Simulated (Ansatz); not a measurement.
# TiGeSb: energy above lowest point and pressure against volume scale

Results calculated with Ansatz 0.2.0, not measured. Free energy against uniform scaling of the volume at fixed shape and fractions; periodic cell, basis, potentials, k mesh and filling as listed.

The cell before it is scaled or strained (space group P4/nmm, No. 129):
```
cell vectors (Å)
   3.7022     0.0000     0.0000
   0.0000     3.7022     0.0000
   0.0000     0.0000     8.2137
atoms (fractions of the cell vectors)
Ti  0.50000  0.00000  0.24875
Ti  0.00000  0.50000  0.75125
Ge  0.00000  0.00000  0.00000
Ge  0.50000  0.50000  0.00000
Sb  0.50000  0.00000  0.61556
Sb  0.00000  0.50000  0.38444
```

Settings of every row: functional LDA; dispersion none; potentials PAW; wave cutoff 500 eV; density cutoff 2000 eV; k mesh 6x6x3; k shift 0x0x0; occupations fermi dirac; smearing width 0.05 eV; spin none.

Limits: coarse k mesh, up to 40 meV an atom off.

```
row  volume scale  V (Å³/atom)  energy above lowest point (meV/atom)  pressure (GPa)
  1          0.92       17.262                                   7.4            4.26
  2        0.9467       17.763                                     0            0.57
  3        0.9733       18.262                                   3.3           -2.58
  4             1       18.763                                  15.6           -5.28
  5        1.0267       19.264                                     ?               ?
  6        1.0533       19.763                                  62.7           -9.57
  7          1.08       20.264                                  95.3          -11.26
```

Question: what energy above lowest point and pressure should row 5 give?

Worked fit of energy above lowest point. Take u = (V_r/V)^(2/3) − 1 with V_r = 18.513 Å³ an atom, which is twice the finite (Eulerian) strain; such expansions in the strain, on which the Birch-Murnaghan equation of state is built, carry the rest volume and the bulk modulus. The shown rows have u = 0.04775, 0.02795, 0.00914, -0.0089, -0.04262, -0.05847. Least squares give energy above lowest point = 8.41 − 690.3 × u + 13834 × u² + 3786 × u³ meV/atom; a parabola predicts inner rows, each left out in turn, worse (root mean square 0.17 against 0.075 meV/atom). All shown rows lie on it to the printed digit. Its lowest point lies at u = 0.0247, or V = 17.85 Å³ an atom, and the curvature there gives the bulk modulus at fixed shape and fractions, B = (4/9)(1 + u)² E″(u)/V = 118 GPa. Letting shape and atoms relax would as a rule lower it, by much in layered, chain or molecular crystals. The withheld row has u = -0.02616, so the fit gives 8.41 − 690.3 × (-0.02616) + 13834 × (-0.02616)² + 3786 × (-0.02616)³ = 35.9 meV/atom.

The calculation gave 35.8 meV/atom. The fit lies 0.1 meV/atom (0.1 % of the column's range) above it, one unit of the last digit.

Worked fit of pressure. Take u = (V_r/V)^(2/3) − 1 with V_r = 18.513 Å³ an atom, which is twice the finite (Eulerian) strain; such expansions in the strain, on which the Birch-Murnaghan equation of state is built, carry the rest volume and the bulk modulus. The shown rows have u = 0.04775, 0.02795, 0.00914, -0.0089, -0.04262, -0.05847. Least squares give pressure = −3.985 + 149.78 × u + 458.9 × u² + 431 × u³ GPa; a parabola predicts inner rows, each left out in turn, worse (root mean square 0.02 against 0.0037 GPa). All shown rows lie on it to the printed digit. The pressure vanishes at u = 0.0247, or V = 17.85 Å³ an atom, and there the bulk modulus at fixed shape and fractions is B = −V dP/dV = (2/3)(1 + u) dP/du = 118 GPa. Letting shape and atoms relax would as a rule lower it, by much in layered, chain or molecular crystals. The withheld row has u = -0.02616, so the fit gives −3.985 + 149.78 × (-0.02616) + 458.9 × (-0.02616)² + 431 × (-0.02616)³ = -7.60 GPa.

The calculation gave -7.59 GPa. The fit lies 0.01 GPa (0.064 % of the column's range) below it, one unit of the last digit.
